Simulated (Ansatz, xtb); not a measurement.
**Ligand exchange: C2H3I + SiH4 → C2H6Si + HI**

Species: C2H3I (vinyl iodide) `C=CI`, singlet; SiH4 (silane) `[SiH4]`, singlet; C2H6Si (vinylsilane) `C=C[SiH3]`, singlet; HI (hydrogen iodide), singlet. The partners trade I for SiH3: C–I and H–SiH3 bonds give way to C–SiH3 and H–I.

Shapes, held fixed at every level: PBE0-D4/def2-TZVP. Programs: Ansatz 0.2.0, xtb 6.7.1. The zero-point and thermal change to 298 K, harmonic and unscaled (PBE0-D4/def2-TZVP), is -0.7 kJ/mol.

```csv
level,kind,ΔH(298 K) (kJ/mol),less CCSD(T)/def2-TZVPP,CPU time (sum over the molecules)
GFN0-xTB,semi-empirical,+42.5,+83.5,0.12 s
HF/def2-TZVPP,Hartree–Fock,-49.2,-8.2,–
r2SCAN-D4/def2-TZVPP,meta-GGA,-40.8,+0.2,19 s
B3LYP-D4/def2-TZVPP,global hybrid,-40.0,+1.0,13 s
r2SCAN0-D4/def2-TZVPP,global hybrid,-44.4,-3.4,18 s
wB97X-V/def2-TZVPP,range-separated hybrid,-42.9,-1.9,30 s
B2PLYP/def2-TZVPP,double hybrid,-39.5,+1.5,20 s
MP2/def2-TZVPP,perturbation theory,-36.7,+4.3,–
CCSD(T)/def2-TZVPP,coupled cluster or CI,-41.0,0.0,2.2 min
```

The highest level, CCSD(T)/def2-TZVPP, gives ΔH(298 K) = -41.0 kJ/mol; the levels span -49.2 to +42.5. They disagree on the sign: 1 of 9 are positive. GFN0-xTB strays far from the other rows. The column of differences is taken from that level and isn't an error. No measured value is set beside it here. For atoms past krypton def2 sets carry core potentials with scalar relativity. Outer-core shells of I are correlated in most correlated rows, in sets that cover them unevenly. Times are processor times on shared x86 and Arm servers, and rough.

The exchange is clearly exothermic at every level except GFN0-xTB, and the reason lies mainly with carbon's partner. The C–I bond is weak because the diffuse iodine 5p orbital overlaps poorly with the compact carbon hybrid, whereas C–Si is considerably stronger. That gain outweighs the cost of exchanging a Si–H bond for the weaker H–I bond.

Bond types are only partly conserved, so correlation does not cancel completely. Hartree–Fock makes the reaction too favourable relative to CCSD(T), while MP2 overcorrects. This suggests that correlation stabilises the reactants more, probably in part through the iodine lone pairs next to the vinyl group, which HI lacks. The shift from -40.8 to -44.4 kJ/mol between r2SCAN-D4 and r2SCAN0-D4 runs in the same direction as the Hartree–Fock deviation.

The positive GFN0-xTB value contradicts the expected bond-strength balance and probably reflects poorly balanced parameters for these bonds, not a real preference for the reactants. The exothermicity does not imply a facile reaction, since no barrier was computed.
